**First and second ionisation energies from Hf to Bi: shell changes, pair repulsion and the errors of a configuration average**

The table holds IE1 and IE2 from configuration-averaged Dirac-Coulomb Hartree-Fock with first-order Breit, QED and recoil terms, beside NIST values. The program tests the smoothness of the $5d^n 6s^2$ family, the one-parameter model $\mathrm{IE2}-\mathrm{IE1} = c\,e^2/r$ for same-shell steps, a 5d–6s exchange model $-C + KS$ for the error in IE1, and jj counting for 6p. The repulsion model holds within 1.5 % on the eight rows to which $c = 1.088$ was fitted and fails where the shell changes. The fitted $K$ of 0.50 eV matches $G^2/5$ of W$^+$, but the same model misses the semi-empirical IE2 of W, Re and Ir by about two to four stated uncertainties. Breit, QED and recoil shift no value by more than about 0.06 eV, and the IE1 error changes by $+1.32$ eV from Pb to Bi, the sign that spin-orbit splitting of 6p gives.

Calculated values. Ionisation energies of Hf to Bi from B-spline radial atomic code 1 at the basis limit: differences of self-consistent Dirac-Coulomb Hartree-Fock energies, averaged over the nl configuration, with a Fermi nucleus and first-order Breit, QED and recoil terms. NIST values join ground levels. A star marks a step in which the configuration also rearranges or is assumed.

## The fit in Python

```python
# Table: IE1, IE2 (eV) of Hf..Bi, B-spline radial code, Dirac-Coulomb Hartree-Fock nl average
# + first-order Breit, QED, recoil; NIST values. Tested: smooth 6s family, IE2-IE1 = c e^2/r,
# error models (5d-6s exchange K*S, jj counting for 6p), size of Breit/QED/recoil.
T = {
    'ion': ['Hf', 'Ta', 'W', 'Re', 'Os', 'Ir', 'Pt', 'Au', 'Hg', 'Tl', 'Pb', 'Bi'],
    'Z': [72, 73, 74, 75, 76, 77, 78, 79, 80, 81, 82, 83],
    'configuration': ['[Xe] 4f14 5d2 6s2', '[Xe] 4f14 5d3 6s2', '[Xe] 4f14 5d4 6s2', '[Xe] 4f14 5d5 6s2', '[Xe] 4f14 5d6 6s2', '[Xe] 4f14 5d7 6s2', '[Xe] 4f14 5d9 6s1', '[Xe] 4f14 5d10 6s1', '[Xe] 4f14 5d10 6s2', '[Xe] 4f14 5d10 6s2 6p1', '[Xe] 4f14 5d10 6s2 6p2', '[Xe] 4f14 5d10 6s2 6p3'],
    'ie1': [5.44, 6.56, 6.9, 7.2, 7.49, 7.76, 7.45, 7.65, 8.51, 4.97, 6.16, 7.35],  # eV
    'ie2': [13.58, 13.49, 14.08, 14.64, 15.16, 15.67, 17.94, 19.16, 17.09, 18.37, 13.22, 14.82],  # eV
    'tab1': [6.82507, 7.549571, 7.86403, 7.83352, 8.43823, 8.96702, 8.95883, 9.225554, 10.437504, 6.1082873, 7.4166799, 7.285516],  # eV
    'tab2': [14.61, 16.2, 16.37, 16.6, 17.0, 17.0, 18.56, 20.203, 18.75688, 20.4283, 15.032499, 16.703],  # eV
    'tab_kinds': ['measured ±1.2e-05; theory ±0.04', 'measured ±2.5e-05; semi-empirical ±0.5', 'measured ±0.0001; semi-empirical ±0.15', 'measured ±0.00011; semi-empirical ±0.5', 'measured ±0.0002; semi-empirical ±1', 'measured ±0.00022; semi-empirical ±0.3', 'measured ±0.0001; measured ±0.12', 'measured ±4e-06; measured ±0.025', 'measured ±6e-06; measured ±4e-05', 'measured ±1.2e-06; measured ±0.0006', 'measured ±6e-07; measured ±7e-06', 'measured ±6e-06; measured ±0.004'],
    'path': ['5d*, 6s*', '6s*, 6s*', '6s*, 6s*', '6s*, 6s*', '6s*, 6s*', '6s*, 6s*', '6s*, 5d*', '6s, 5d*', '6s, 6s', '6p*, 6s', '6p*, 6p*', '6p*, 6p*'],
    'total': [19.03, 20.05, 20.98, 21.84, 22.65, 23.43, 25.39, 26.81, 25.61, 23.34, 19.37, 22.18],  # eV
}
import numpy as np, re
from scipy.constants import physical_constants as pc
Ha = pc['Hartree energy in eV'][0]
el = T['ion']; ix = {e: i for i, e in enumerate(el)}
Z, i1, i2, t1, t2, tot = (np.array(T[k], float) for k in ('Z', 'ie1', 'ie2', 'tab1', 'tab2', 'total'))
u2 = np.array([float(re.findall(r'[0-9][0-9.e-]*', s)[1]) for s in T['tab_kinds']])
# typed from further outputs of the same runs: sum <r^2> (bohr^2) at charge 0,1,2; IEs without Breit/QED/recoil
q0 = np.array([74.93, 73.13, 71.36, 69.66, 68.03, 66.47, 61.32, 59.96, 62.18, 71.45, 74.77, 76.22])
q1 = np.array([58.62, 54.39, 54.11, 53.64, 53.06, 52.41, 48.12, 47.49, 50.26, 52.43, 57.69, 60.95])
q2 = np.array([40.04, 41.10, 41.72, 42.04, 42.16, 42.14, 42.00, 41.79, 41.51, 44.03, 46.05, 49.98])
w1 = np.array([5.422, 6.578, 6.914, 7.223, 7.511, 7.784, 7.482, 7.689, 8.547, 4.972, 6.159, 7.357])
w2 = np.array([13.644, 13.513, 14.110, 14.669, 15.199, 15.707, 17.928, 19.147, 17.142, 18.422, 13.228, 14.836])
U = i2 - i1; r = np.sqrt(q0 - q1); d1 = i1 - t1; d2 = i2 - t2
rms = lambda a: float(np.sqrt(np.mean(np.square(a))))
fm = lambda idx, a: ' '.join(f'{el[i]} {v:+.2f}' for i, v in zip(idx, a))
s = [ix[e] for e in ('Ta', 'W', 'Re', 'Os', 'Ir', 'Hg')]; same = s + [ix['Pb'], ix['Bi']]
c = np.mean((U * r)[same]) / Ha; Um = c * Ha / r
print('rounding floor: 0.005 eV per value, 0.01 eV per difference')
print('el path | U=IE2-IE1 eV, IE2/IE1, dr2 step1,2 bohr^2, U-model eV | calc-NIST IE1, IE2 (unc) | Breit/QED/recoil shift 1,2')
for i, e in enumerate(el):
    print(f"{e}{'' if i in same else '(not fitted)'} {T['path'][i]} | {U[i]:.2f} {i2[i]/i1[i]:.3f} {q0[i]-q1[i]:.1f} {q1[i]-q2[i]:.1f} {U[i]-Um[i]:+.2f} | {d1[i]:+.2f} {d2[i]:+.2f} ({u2[i]:.2g}) | {i1[i]-w1[i]:+.3f} {i2[i]-w2[i]:+.3f}")
sh = max(abs(i1 - w1).max(), abs(i2 - w2).max()); dev = abs(U / Um - 1)[same]
print(f'largest Breit/QED/recoil shift {sh:.3f} eV')
print(f'U = c e^2/r: c {c:.3f}, rms {rms((U-Um)[same]):.3f} eV, worst {100*dev.max():.1f}% ({el[same[dev.argmax()]]})')
R = np.mean((i2 / i1)[same]); e_R = (i2 - R * i1)[same]
print(f'rival constant ratio {R:.3f}: rms {rms(e_R):.3f} eV, 6s rows alone {rms(e_R[:6]):.3f};', fm(same, e_R))
# same runs: F0(6s,6s) W+ 7.888, Tl+ 9.928; Tl IE3 uncorrected 28.177; W+ 5d-6s F0 and G2 (3/2, 5/2)
print(f"U vs F0(6s,6s): W {U[ix['W']]:.2f} vs 7.89 (W+); Tl IE3-IE2 {28.177-w2[ix['Tl']]:.2f} vs 9.93 (Tl+) eV")
G2 = .4 * 2.415 + .6 * 2.574; F0 = .4 * 9.271 + .6 * 9.207; x = Z - 76
for nm, y, out in (('IE1', i1, 'Hf Pt Au'), ('IE2', i2, 'Hf Pt Au Tl'), ('sum', tot, 'Hf Pt Au')):
    p1 = np.polyfit(x[s], y[s], 1); ph = np.polyfit(x[s], np.sqrt(y[s]), 1); p2 = np.polyfit(x[s], y[s], 2)
    o = [ix[e] for e in out.split()]
    print(f'{nm} 6s2 family: slope {p1[0]:.3f} eV/Z; rms linear {rms(y[s]-np.polyval(p1,x[s])):.3f}, sqrt-linear {rms(y[s]-np.polyval(ph,x[s])**2):.3f}, quadratic {rms(y[s]-np.polyval(p2,x[s])):.3f} eV')
    print('   off the quadratic (other configuration), eV:', fm(o, y[o] - np.polyval(p2, x[o])))
print('IE1 steps to next Z calc:', fm(range(1, 12), np.diff(i1)))
print('IE1 steps to next Z NIST:', fm(range(1, 12), np.diff(t1)))
print('IE2 steps to next Z calc:', fm(range(1, 12), np.diff(i2)))
print(f'W+ frozen: 5d-6s mean repulsion {F0-G2/10:.2f} minus 6s-6s 7.89 = {F0-G2/10-7.888:.2f} eV')
S = np.array([1.5, 2, 2.5, 2, 1.5, 0]); pk = np.polyfit(S, d1[s], 1); res = d1[s] - np.polyval(pk, S)
print(f'IE1 error = -c + K S: K {pk[0]:.3f}, c {-pk[1]:.2f} eV, rms {rms(res):.3f}; W+ G2/5 {G2/5:.3f}, K S(W+) {2*G2/5:.2f} eV')
print('   residuals:', fm(s, res), f'; K without Hg {np.polyfit(S[:5], d1[s][:5], 1)[0]:.2f}')
print('   error left after K=G2/5, eV:', fm(s, d1[s] - G2 / 5 * S))
pz = np.polyfit(x[s], d1[s], 1); rz = d1[s] - np.polyval(pz, x[s])
print(f'rival error linear in Z: rms {rms(rz):.3f};', fm(s, rz))
r2 = d2[s] - (d2[ix['Hg']] - G2 / 5 * S)
print('IE2 error minus (Hg error - K S), eV:', fm(s, r2))
print('   in units of NIST uncertainty:', fm(s[:5], r2[:5] / u2[s][:5]))
print(f"no open p,d: s1 Au IE1 {d1[ix['Au']]:+.2f}, Hg IE2 {d2[ix['Hg']]:+.2f}; s2 Hg IE1 {d1[ix['Hg']]:+.2f}, Tl IE2 {d2[ix['Tl']]:+.2f} eV")
DT, DP = 1.0, 1.7  # rough recalled 6p fine-structure splittings of Tl and Pb+, eV
print(f"jj: Tl IE1 2D/3 {2*DT/3:.2f}, left {d1[ix['Tl']]+2*DT/3:+.2f}; Pb IE2 2D/3 {2*DP/3:.2f}, left {d2[ix['Pb']]+2*DP/3:+.2f} eV (D rough)")
jump = d1[ix['Bi']] - d1[ix['Pb']]
print(f"error change Pb->Bi: IE1 {jump:+.2f} (jj: +D; LS half shell: negative), IE2 {d2[ix['Bi']]-d2[ix['Pb']]:+.2f} eV")
print('calc-NIST, % of IE1:', ' '.join(f'{e} {100*a/b:+.0f}' for e, a, b in zip(el, d1, t1)))
assert dev.max() < 0.03
assert 0.3 < pk[0] < 0.7
assert sh < 0.08
assert jump > 0.5 and (np.delete(d1, ix['Bi']) < 0).all()
```

It prints:

```
rounding floor: 0.005 eV per value, 0.01 eV per difference
el path | U=IE2-IE1 eV, IE2/IE1, dr2 step1,2 bohr^2, U-model eV | calc-NIST IE1, IE2 (unc) | Breit/QED/recoil shift 1,2
Hf(not fitted) 5d*, 6s* | 8.14 2.496 16.3 18.6 +0.81 | -1.39 -1.03 (0.04) | +0.018 -0.064
Ta 6s*, 6s* | 6.93 2.056 18.7 13.3 +0.09 | -0.99 -2.71 (0.5) | -0.018 -0.023
W 6s*, 6s* | 7.18 2.041 17.2 12.4 +0.05 | -0.96 -2.29 (0.15) | -0.014 -0.030
Re 6s*, 6s* | 7.44 2.033 16.0 11.6 +0.04 | -0.63 -1.96 (0.5) | -0.023 -0.029
Os 6s*, 6s* | 7.67 2.024 15.0 10.9 +0.02 | -0.95 -1.84 (1) | -0.021 -0.039
Ir 6s*, 6s* | 7.91 2.019 14.1 10.3 +0.01 | -1.21 -1.33 (0.3) | -0.024 -0.037
Pt(not fitted) 6s*, 5d* | 10.49 2.408 13.2 6.1 +2.34 | -1.51 -0.62 (0.12) | -0.032 +0.012
Au(not fitted) 6s, 5d* | 11.51 2.505 12.5 5.7 +3.12 | -1.58 -1.04 (0.025) | -0.039 +0.013
Hg 6s, 6s | 8.58 2.008 11.9 8.8 +0.00 | -1.93 -1.67 (4e-05) | -0.037 -0.052
Tl(not fitted) 6p*, 6s | 13.40 3.696 19.0 8.4 +6.61 | -1.14 -2.06 (0.0006) | -0.002 -0.052
Pb 6p*, 6p* | 7.06 2.146 17.1 11.6 -0.11 | -1.26 -1.81 (7e-06) | +0.001 -0.008
Bi 6p*, 6p* | 7.47 2.016 15.3 11.0 -0.11 | +0.06 -1.88 (0.004) | -0.007 -0.016
largest Breit/QED/recoil shift 0.064 eV
U = c e^2/r: c 1.088, rms 0.067 eV, worst 1.5% (Pb)
rival constant ratio 2.043: rms 0.273 eV, 6s rows alone 0.161; Ta +0.09 W -0.02 Re -0.07 Os -0.14 Ir -0.18 Hg -0.30 Pb +0.63 Bi -0.20
U vs F0(6s,6s): W 7.18 vs 7.89 (W+); Tl IE3-IE2 9.75 vs 9.93 (Tl+) eV
IE1 6s2 family: slope 0.276 eV/Z; rms linear 0.039, sqrt-linear 0.052, quadratic 0.006 eV
   off the quadratic (other configuration), eV: Hf -0.79 Pt -0.58 Au -0.63
IE2 6s2 family: slope 0.512 eV/Z; rms linear 0.055, sqrt-linear 0.077, quadratic 0.007 eV
   off the quadratic (other configuration), eV: Hf +0.68 Pt +1.77 Au +2.52 Tl +0.85
sum 6s2 family: slope 0.790 eV/Z; rms linear 0.092, sqrt-linear 0.127, quadratic 0.013 eV
   off the quadratic (other configuration), eV: Hf -0.10 Pt +1.19 Au +1.89
IE1 steps to next Z calc: Ta +1.12 W +0.34 Re +0.30 Os +0.29 Ir +0.27 Pt -0.31 Au +0.20 Hg +0.86 Tl -3.54 Pb +1.19 Bi +1.19
IE1 steps to next Z NIST: Ta +0.72 W +0.31 Re -0.03 Os +0.60 Ir +0.53 Pt -0.01 Au +0.27 Hg +1.21 Tl -4.33 Pb +1.31 Bi -0.13
IE2 steps to next Z calc: Ta -0.09 W +0.59 Re +0.56 Os +0.52 Ir +0.51 Pt +2.27 Au +1.22 Hg -2.07 Tl +1.28 Pb -5.15 Bi +1.60
W+ frozen: 5d-6s mean repulsion 8.98 minus 6s-6s 7.89 = 1.09 eV
IE1 error = -c + K S: K 0.501, c 1.90 eV, rms 0.078; W+ G2/5 0.502, K S(W+) 1.00 eV
   residuals: Ta +0.16 W -0.06 Re +0.02 Os -0.05 Ir -0.05 Hg -0.02 ; K without Hg 0.44
   error left after K=G2/5, eV: Ta -1.74 W -1.97 Re -1.89 Os -1.95 Ir -1.96 Hg -1.93
rival error linear in Z: rms 0.227; Ta -0.29 W -0.12 Re +0.36 Os +0.19 Ir +0.07 Hg -0.21
IE2 error minus (Hg error - K S), eV: Ta -0.29 W +0.38 Re +0.96 Os +0.83 Ir +1.09 Hg +0.00
   in units of NIST uncertainty: Ta -0.58 W +2.54 Re +1.92 Os +0.83 Ir +3.63
no open p,d: s1 Au IE1 -1.58, Hg IE2 -1.67; s2 Hg IE1 -1.93, Tl IE2 -2.06 eV
jj: Tl IE1 2D/3 0.67, left -0.47; Pb IE2 2D/3 1.13, left -0.68 eV (D rough)
error change Pb->Bi: IE1 +1.32 (jj: +D; LS half shell: negative), IE2 -0.07 eV
calc-NIST, % of IE1: Hf -20 Ta -13 W -12 Re -8 Os -11 Ir -13 Pt -17 Au -17 Hg -18 Tl -19 Pb -17 Bi +1
```
